**Susceptibility of 5d ions in an octahedron of point charges: spin-only, J multiplet or strong field**

The table holds the ground level, first excitation and powder χT at 2, 50 and 300 K of seven trivalent 5d ions among six charges of −1 e, from state-averaged CASSCF over the 5d shell with spin-orbit state interaction (OpenMolcas, ANO-RCC-VDZP, DKH2). The program splits χT into a Curie constant and a temperature-independent part, compares the Curie constant with spin-only values and with the cubic level of the Hund J multiplet, and evaluates Van Vleck sums within one multiplet or one Hund term. The multiplet limit gives the Curie constants of Os, Ir and Au within 10% of the computed values and that of W 30% low, while Hf needs the strong-field cancellation of orbital and spin moments and Ta lies between the limits. One fitted g reproduces Os to 1% at 300 K, and the single-term model predicts the gap of Hf to 4% but fails for Ir. The high-spin states reflect the weak point-charge field and do not predict real complexes.

OpenMolcas 26.06, state-averaged CASSCF over the 5d shell with spin-orbit state interaction (atomic mean-field integrals), DKH2 Hamiltonian, ANO-RCC-VDZP basis, point nucleus. Each 3+ ion sits in a regular octahedron of six point charges of −1 e, at a distance that differs between ions. Ground levels carry double-group labels; χT is the powder value from Van Vleck's formula.

## Script

```python
# Table: first excitation and powder chi*T of 5d(n) 3+ ions among six -1 point charges; OpenMolcas SA-CASSCF(5d)
# + spin-orbit state interaction, ANO-RCC-VDZP, DKH2. Tested: chiT=C+aT, spin-only vs cubic-split J multiplet, Hund-term model.
T = {
    'ion': ['Hf3+', 'Ta3+', 'W3+', 'Re3+', 'Os3+', 'Ir3+', 'Au3+'],
    'n': [1, 2, 3, 4, 5, 6, 8],
    'charge_distance': [1.83, 2.19, 2.51, 2.14, 1.86, 2.24, 2.12],  # Å
    'mult': [2, 3, 4, 5, 6, 5, 3],
    'label': ['G8', 'E', 'G8', 'A1', 'G7', 'T2', 'T2'],
    'deg': [4, 2, 4, 1, 2, 3, 3],
    'gap': [2480, 737, 4430, 2950, 208, 251, 2550],  # 1/cm
    'chi_2': [0.017, 0.0, 0.107, 0.001, 0.997, 3.42, 2.5],  # cm3 K/mol
    'chi_50': [0.026, 0.011, 0.115, 0.021, 1.99, 3.81, 2.54],  # cm3 K/mol
    'chi_300': [0.077, 0.07, 0.156, 0.125, 3.87, 4.84, 2.7],  # cm3 K/mol
}
import numpy as np
from scipy import constants as sc
from scipy.optimize import brentq
muB = sc.physical_constants['Bohr magneton'][0]; ge = -sc.physical_constants['electron g factor'][0]
K = sc.mu_0*sc.N_A*muB**2/sc.k/(4*np.pi)*1e6; c2 = sc.h*sc.c*100/sc.k
ions = [s[:2] for s in T['ion']]; R = {s: {k: T[k][i] for k in T} for i, s in enumerate(ions)}
# further outputs of the same runs: chiT at 10 and 20 K; 10Dq, spin-orbit lowering, Ir levels and singlet (1/cm)
x10 = dict(Hf=.018367, Ta=.0021366, W3=.10863, Re=.0041658, Os=1.161963, Ir=3.485585, Au=2.509197)
x20 = dict(Hf=.020392, Ta=.0042731, W3=.11028, Re=.0083316, Os=1.36788, Ir=3.566803, Au=2.515767)
Dq10 = dict(Hf=22405.8, Ta=16430.7-7652.8, Ir=4031.6); low = dict(Hf=968.1, Ta=4035.0, Ir=7343.6)
def ang(j):
    m = np.arange(j, -j-1, -1); p = np.diag(np.sqrt(j*(j+1)-m[1:]*(m[1:]+1)), 1)
    return (p+p.T)/2, (p-p.T)/2j, np.diag(m)
cub = lambda j: sum(np.linalg.matrix_power(a, 4) for a in ang(j)).real
def chiT(E, V, M, t):
    A = abs(V.conj().T@M@V)**2; e = (E-E.min())*c2; p = np.exp(-e/t); d = e[None, :]-e[:, None]; dg = abs(d) < 1e-4
    return K*(A*np.where(dg, p[:, None], t*(p[:, None]-p[None, :])/np.where(dg, 1, d))).sum()/p.sum()
def term(L, S, sg, span, lam):
    c = sg*cub(L); w = np.linalg.eigvalsh(c); iL, iS = np.eye(len(c)), np.eye(int(2*S+1))
    c = (c-w[0]*iL)*span/(w[-1]-w[0])
    E, V = np.linalg.eigh(np.kron(c, iS)+lam*sum(np.kron(a, b) for a, b in zip(ang(L), ang(S))))
    return E, V, np.kron(ang(L)[2], iS)+ge*np.kron(iL, ang(S)[2])
def show(tag, s, f):
    print(tag, ' '.join('%dK %.3f (%+.3f)' % (t, f(t), f(t)-R[s]['chi_%d' % t]) for t in (2, 50, 300)))
print('chiT in cm3 K/mol, (model-table); rounding 0.0005 below 1, 0.005 above; kT(300K)=%.1f 1/cm' % (300/c2))
print('A. C+aT from 10/20 K outputs: C, a (1e-4 per K), gap/kT300, chi300/chi2, prediction')
C = {s: 2*x10[s]-x20[s] for s in ions}; a = {s: (x20[s]-x10[s])/10 for s in ions}
for s in ions:
    r = R[s]; q = '%.2f' % (r['chi_300']/r['chi_2']) if r['chi_2'] > .01 else '-'
    show('%s C=%.4f a=%.2f x=%.1f q=%s' % (s, C[s], a[s]*1e4, r['gap']*c2/300, q), s, lambda t: C[s]+a[s]*t)
print('B. Curie constant: spin-only, cubic level of Hund J multiplet (Lande g), g implied by C')
LJ = dict(Hf=(2, 1.5, 1), Ta=(3, 2, -1), W3=(3, 1.5, 1), Os=(0, 2.5, 1), Ir=(2, 4, 1), Au=(3, 4, 1))
CJ, keep = {}, {}
for s, (L, J, sg) in LJ.items():
    S = (R[s]['mult']-1)/2; g = 1+(ge-1)*(J*(J+1)+S*(S+1)-L*(L+1))/(2*J*(J+1))
    w, V = np.linalg.eigh(sg*cub(J)); ix = np.unique(np.round(w, 5), return_inverse=True)[1]
    P = V[:, ix == 0]; u = K*((P.T@ang(J)[2]@P)**2).sum()/P.shape[1]; CJ[s] = u*g*g
    gf = np.sqrt(abs(C[s])/u) if u > 1e-9 else np.nan; keep[s] = (V, ix, g, gf, J)
    print('%s J=%.1f deg %d/%d C=%.3f spin %.3f Jlevel %.3f (%+.3f) gL=%.3f gfit=%.3f'
          % (s, J, P.shape[1], R[s]['deg'], C[s], K*ge**2*S*(S+1)/3, CJ[s], CJ[s]-C[s], g, gf))
print('Re J=0 C=%.4f spin-only %.3f; low-spin 2T2 G7 (g=2) rival for Os %.3f' % (C['Re'], K*ge**2*2, K))
print('C. Van Vleck in one multiplet, computed level energies (Au: all excited at first gap)')
lev = dict(Ta=[0, R['Ta']['gap']], Os=[0, R['Os']['gap']], Ir=[0, R['Ir']['gap'], 469.1, 595.3], Au=[0]+3*[R['Au']['gap']])
for s in lev:
    V, ix, g, gf, J = keep[s]
    for tag, gg in (('Lande', g), ('gfit', gf))[:1 if s == 'Ta' else 2]:
        show('%s %s %.3f' % (s, tag, gg), s, lambda t: chiT(np.array(lev[s], float)[ix], V, gg*ang(J)[2], t))
print('D. Hund term + field (10Dq from outputs), lambda fitted to spin-orbit lowering')
for s, L, S, sg, f, sl in (('Hf', 2, .5, 1, 1, 1), ('Ta', 3, 1, -1, 1.8, 1), ('Ir', 2, 2, 1, 1, -1)):
    lam = sl*brentq(lambda x: -term(L, S, sg, f*Dq10[s], sl*x)[0][0]-low[s], 1, 6000)
    E, V, M = term(L, S, sg, f*Dq10[s], lam); u = np.unique(np.round(E-E[0], 1))[1:4]
    print('%s lambda=%.0f 10Dq/|2S lam|=%.1f levels %s gap err %+.0f%%' % (s, lam, Dq10[s]/abs(2*S*lam), np.round(u), 100*(u[0]/R[s]['gap']-1)))
    show('   chiT', s, lambda t: chiT(E, V, M, t))
E, V, M = term(2, 2, 1, 0, R['Re']['gap']); show('Re free 5D0, J=1 at the gap', 'Re', lambda t: chiT(E, V, M, t))
print('Re slope 1e-4/K: calc %.2f, 5D0 %.2f, low-spin 3T1 J=0 %.2f' % (a['Re']*1e4, chiT(E, V, M, 10)*1e3, 2e4*K*6/(R['Re']['gap']*c2)))
print('E. 10Dq and 10Dq*R^5 (1e5 A^5/cm):', ' '.join('%s %.0f %.2f' % (s, D, D*R[s]['charge_distance']**5/1e5) for s, D in Dq10.items()))
print('10Dq Hf/Ta %.2f, (R_Ta/R_Hf)^5 %.2f' % (Dq10['Hf']/Dq10['Ta'], (R['Ta']['charge_distance']/R['Hf']['charge_distance'])**5))
Dx = Dq10['Ir']+21312/2
print('Ir crude lower estimate, singlet falling by 2*10Dq: crossover field ~%.1f x present' % (Dx/Dq10['Ir']))
assert all(r['deg'] % 2 == 0 for r in R.values() if r['n'] % 2)
assert abs(C['Ta']) < 1e-3 and abs(C['Re']) < 1e-3
assert all(abs(C[s]+300*a[s]-R[s]['chi_300']) < .006 for s in ions if R[s]['gap']*c2/300 > 10)
assert all(abs(CJ[s]-C[s]) < .15 for s in ('W3', 'Os', 'Ir', 'Au')) and C['Hf'] < .1*CJ['Hf']
```

Printed output:

```
chiT in cm3 K/mol, (model-table); rounding 0.0005 below 1, 0.005 above; kT(300K)=208.5 1/cm
A. C+aT from 10/20 K outputs: C, a (1e-4 per K), gap/kT300, chi300/chi2, prediction
Hf C=0.0163 a=2.02 x=11.9 q=4.53 2K 0.017 (-0.000) 50K 0.026 (+0.000) 300K 0.077 (+0.000)
Ta C=0.0000 a=2.14 x=3.5 q=- 2K 0.000 (+0.000) 50K 0.011 (-0.000) 300K 0.064 (-0.006)
W3 C=0.1070 a=1.65 x=21.2 q=1.46 2K 0.107 (+0.000) 50K 0.115 (+0.000) 300K 0.156 (+0.000)
Re C=0.0000 a=4.17 x=14.1 q=- 2K 0.001 (-0.000) 50K 0.021 (-0.000) 300K 0.125 (-0.000)
Os C=0.9560 a=205.92 x=1.0 q=3.88 2K 0.997 (+0.000) 50K 1.986 (-0.004) 300K 7.134 (+3.264)
Ir C=3.4044 a=81.22 x=1.2 q=1.42 2K 3.421 (+0.001) 50K 3.810 (+0.000) 300K 5.841 (+1.001)
Au C=2.5026 a=6.57 x=12.2 q=1.08 2K 2.504 (+0.004) 50K 2.535 (-0.005) 300K 2.700 (-0.000)
B. Curie constant: spin-only, cubic level of Hund J multiplet (Lande g), g implied by C
Hf J=1.5 deg 4/4 C=0.016 spin 0.376 Jlevel 0.300 (+0.283) gL=0.800 gfit=0.187
Ta J=2.0 deg 2/2 C=0.000 spin 1.003 Jlevel 0.000 (-0.000) gL=0.666 gfit=nan
W3 J=1.5 deg 4/4 C=0.107 spin 1.880 Jlevel 0.075 (-0.032) gL=0.399 gfit=0.478
Os J=2.5 deg 2/2 C=0.956 spin 4.387 Jlevel 1.044 (+0.088) gL=2.002 gfit=1.916
Ir J=4.0 deg 3/3 C=3.404 spin 3.008 Jlevel 3.522 (+0.118) gL=1.501 gfit=1.476
Au J=4.0 deg 3/3 C=2.503 spin 1.003 Jlevel 2.445 (-0.058) gL=1.251 gfit=1.265
Re J=0 C=0.0000 spin-only 3.008; low-spin 2T2 G7 (g=2) rival for Os 0.375
C. Van Vleck in one multiplet, computed level energies (Au: all excited at first gap)
Ta Lande 0.666 2K 0.001 (+0.001) 50K 0.031 (+0.020) 300K 0.180 (+0.110)
Os Lande 2.002 2K 1.089 (+0.092) 50K 2.161 (+0.171) 300K 4.188 (+0.318)
Os gfit 1.916 2K 0.997 (-0.000) 50K 1.978 (-0.012) 300K 3.834 (-0.036)
Ir Lande 1.501 2K 3.541 (+0.121) 50K 3.979 (+0.169) 300K 5.215 (+0.375)
Ir gfit 1.476 2K 3.422 (+0.002) 50K 3.846 (+0.036) 300K 5.040 (+0.200)
Au Lande 1.251 2K 2.446 (-0.054) 50K 2.485 (-0.055) 300K 2.685 (-0.015)
Au gfit 1.265 2K 2.504 (+0.004) 50K 2.544 (+0.004) 300K 2.748 (+0.048)
D. Hund term + field (10Dq from outputs), lambda fitted to spin-orbit lowering
Hf lambda=1605 10Dq/|2S lam|=14.0 levels [ 2574. 23539.] gap err +4%
   chiT 2K 0.014 (-0.003) 50K 0.023 (-0.003) 300K 0.073 (-0.004)
Ta lambda=1414 10Dq/|2S lam|=3.1 levels [1028. 5041. 8278.] gap err +39%
   chiT 2K 0.000 (+0.000) 50K 0.009 (-0.002) 300K 0.054 (-0.016)
Ir lambda=-1995 10Dq/|2S lam|=0.5 levels [ 824. 1097. 1582.] gap err +228%
   chiT 2K 3.663 (+0.243) 50K 3.807 (-0.003) 300K 4.525 (-0.315)
Re free 5D0, J=1 at the gap 2K 0.001 (-0.000) 50K 0.018 (-0.003) 300K 0.107 (-0.018)
Re slope 1e-4/K: calc 4.17, 5D0 3.55, low-spin 3T1 J=0 10.61
E. 10Dq and 10Dq*R^5 (1e5 A^5/cm): Hf 22406 4.60 Ta 8778 4.42 Ir 4032 2.27
10Dq Hf/Ta 2.55, (R_Ta/R_Hf)^5 2.45
Ir crude lower estimate, singlet falling by 2*10Dq: crossover field ~3.6 x present
```
